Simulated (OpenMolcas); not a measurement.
**Si2H6O (disilanol): a line through the functionals**

Si2H6O has 9 atoms, charge 0, and is taken as a singlet. As SMILES, `O[SiH2][SiH3]`. The coordinates come from a PBE0-D4/def2-TZVP relaxation. This is one conformer, not always the lowest.

The vertical ionisation energy (to the doublet cation) y, in eV, basis def2-SVPD; a is the functional's share of exact exchange. Programs: OpenMolcas 26.06.

| functional | program | a | y (eV) |
| --- | --- | --- | --- |
| r2SCAN | OpenMolcas | 0 | 9.84 |
| BLYP | OpenMolcas | 0 | 9.58 |
| B3LYP | OpenMolcas | 0.2 | ? |
| PBE0 | OpenMolcas | 0.25 | 9.96 |
| BHLYP | OpenMolcas | 0.5 | 10.13 |

Problem. Fit y = c + s·a to the known rows and predict B3LYP.

Solution. 
1. Means of the 4 rows: a = 0.1875, y = 9.878.
2. Σ(Δa)² = 0.17188, Σ(Δa·Δy) = 0.14688, so the slope is 0.14688/0.17188 = 0.85455.
3. Intercept: 9.878 − (0.85455) × 0.1875 = 9.718. The largest residual of the fit is 0.14.
4. B3LYP: 9.718 + (0.85455) × 0.2 = 9.89 eV.

The run gave 9.97 eV, so the prediction is off by -0.08 eV, within the largest residual. The rows mix families of semi-local functionals, which the line can't see.

The ionisation energy generally rises with the share of exact exchange, from 9.58 eV with BLYP to 10.13 eV with BHLYP, probably because exact exchange reduces the spurious stabilisation of a delocalised hole in the cation. The order is not strict: B3LYP, at 9.97 eV, lies marginally above PBE0 at 9.96 eV despite its smaller share. Along BLYP, B3LYP and BHLYP most of the increase comes in the first step, so the fitted slope is not a constant response to exchange, and the good prediction for B3LYP does not establish linearity.

The electron removed probably comes largely from the Si–Si σ bond, with some oxygen lone-pair admixture. Silicon's diffuse valence orbitals and low electronegativity place that bond high in energy, whereas in a simple alcohol the oxygen lone pair is the usual site of ionisation. Loss of a σ-bonding electron should weaken and lengthen the Si–Si bond, so the adiabatic ionisation energy may lie appreciably below these vertical values.
